Lecturer: Your peak cyclooctene yield of 0.774 is wrong, and so is your third reaction. Take me through the attempt anyway.

Student: A is 1,5-cyclooctadiene with its diene isomers, B cyclooctene, C cyclooctane. The Pd/alumina is a flat porous layer, L = 0.50 mm, sealed on one face, isothermal, with no liquid film. The diene is dilute, hydrogen is uniform, and both steps are pseudo-first order per layer volume. The assumed inputs are k1 = 5.0 s⁻¹, k2 = 0.050 s⁻¹ and De = 5.0×10⁻¹⁰ m²/s for A and B. So s = k2/k1 = 0.010 and σ = √s = 0.10. With mi = √(ki/De), m1 = 1.0×10⁵ m⁻¹ and m2 = 1.0×10⁴ m⁻¹, so the Thiele moduli φi = mi L are 50 and 5.0.

Lecturer: Both large. Then?

Student: The effectiveness factor is 1/φ, so the observed constant is κ = √(k De)/L. That is Wheeler's 1951 result: for independent first-order reactions the ratio falls from k1/k2 to √(k1 D1/(k2 D2)), here from 100 to 10. I get κ1 = 0.10 s⁻¹ and κ2 = 0.010 s⁻¹, and I wrote

net rate of B = κ1 A − κ2 B, so −dB/dA = 1 − σ B/A (wrong).

In plug flow with pure A fed, a = A/A0 and b = B/A0, this gives b = (a^σ − a)/(1 − σ), peaking at σ^(σ/(1−σ)) = 0.774 (wrong).

Lecturer: And the simulated runs I handed out?

Student: On the thick layer C/(B + C) extrapolates to 0.091 at zero conversion, where I predict zero. A nonzero intercept marks a primary product, so I added a direct step A → C with k3/k1 = 0.091/0.909 = 0.10.

Lecturer: On the 2.0 µm layer, φ1 = 0.20?

Student: The intercept is 0.0001. But diffusion changes selectivities, so why should the two agree?

Lecturer: Not this selectivity. Two parallel paths of equal order in the same reactant run in the ratio k3/k1 at every depth, so the ratio survives integration over the layer. A true direct path would give 0.091 at both thicknesses. It would also cut the diffusion-free peak yield s^(s/(1−s)) = 0.95 to 0.87, taking 5.0 s⁻¹ as the total loss of A. An intercept that vanishes on thinning comes from transport. That is the symptom, and my simulation has only two steps.

Student: I still don't see the faulty line. Each κ is correct.

Lecturer: The line is "net rate of B = κ1 A − κ2 B". κ2 B counts B entering from outside. The term κ1 A assumes every B made inside gets out. The reactions are not independent, since the first feeds the second within the pores. Solve it, with x the depth and the layer effectively semi-infinite.

Student: De A″ = k1 A gives A = As exp(−m1 x). De B″ = k2 B − k1 A, with B(0) = Bs and decay at depth, gives

B = [Bs + As/(1 − s)] exp(−m2 x) − [As/(1 − s)] exp(−m1 x).

A enters at De m1 As. B leaves at De B′(0) = De{m1 As/(1 − s) − m2[Bs + As/(1 − s)]}. The ratio, using m2/m1 = σ, is (1 − σ)/(1 − s) − σ Bs/As, so

−dB/dA = 1/(1 + σ) − σ B/A.

The initial selectivity is 0.909, leaving 0.091 for C. But B is born about 1/m1 = 10 µm deep and reacts ten times further in. It should escape.

Lecturer: Mostly. A molecule born at depth x reaches the mouth unreacted with probability exp(−m2 x), where 1/m2 = 100 µm, and births are distributed as m1 exp(−m1 x). The integral of the product is m1/(m1 + m2) = 1/(1 + σ). One in eleven is hydrogenated before the bulk liquid sees it. For finite L the initial selectivity is [1 − σ tanh φ2/tanh φ1]/(1 − s), which reproduces both intercepts and tends to one as L → 0. Now the reactor.

Student: db/da = σ b/a − 1/(1 + σ) with b(1) = 0 gives b = (a^σ − a)/(1 − s). Setting db/da = 0, a = σ^(1/(1−σ)) = 0.077, and

bmax = σ^(σ/(1−σ))/(1 + σ) = 0.704.

Since 1 − s = (1 − σ)(1 + σ), my curve was too high by 1 + σ at every conversion and peaked at the same place. The error is 0.070 in yield, 10 per cent, plus a reaction that isn't there. Is 0.704 what Pd/alumina does?

Lecturer: It is the model's number. s was chosen so that the diffusion-free yield lands above 0.9, as is typical of fine Pd powders, so 0.95 confirms nothing. Real kinetics involve competitive adsorption favouring the diene, and dissolved hydrogen is often depleted in the pores. Geometry matters a little: for a sphere of radius r0 = 1.5 mm, each tanh φ becomes coth(m r0) − 1/(m r0) and the initial selectivity is 0.915. A film matters more. With Bs = NB/kc for exit flux NB, the initial selectivity is divided by 1 + De m2/kc. For a typical kc = 1.0×10⁻⁴ m/s that is 1.05, giving 0.87, a further loss of 0.043 beside the pores' 0.091. So vary both particle size and flow before calling cyclooctane primary.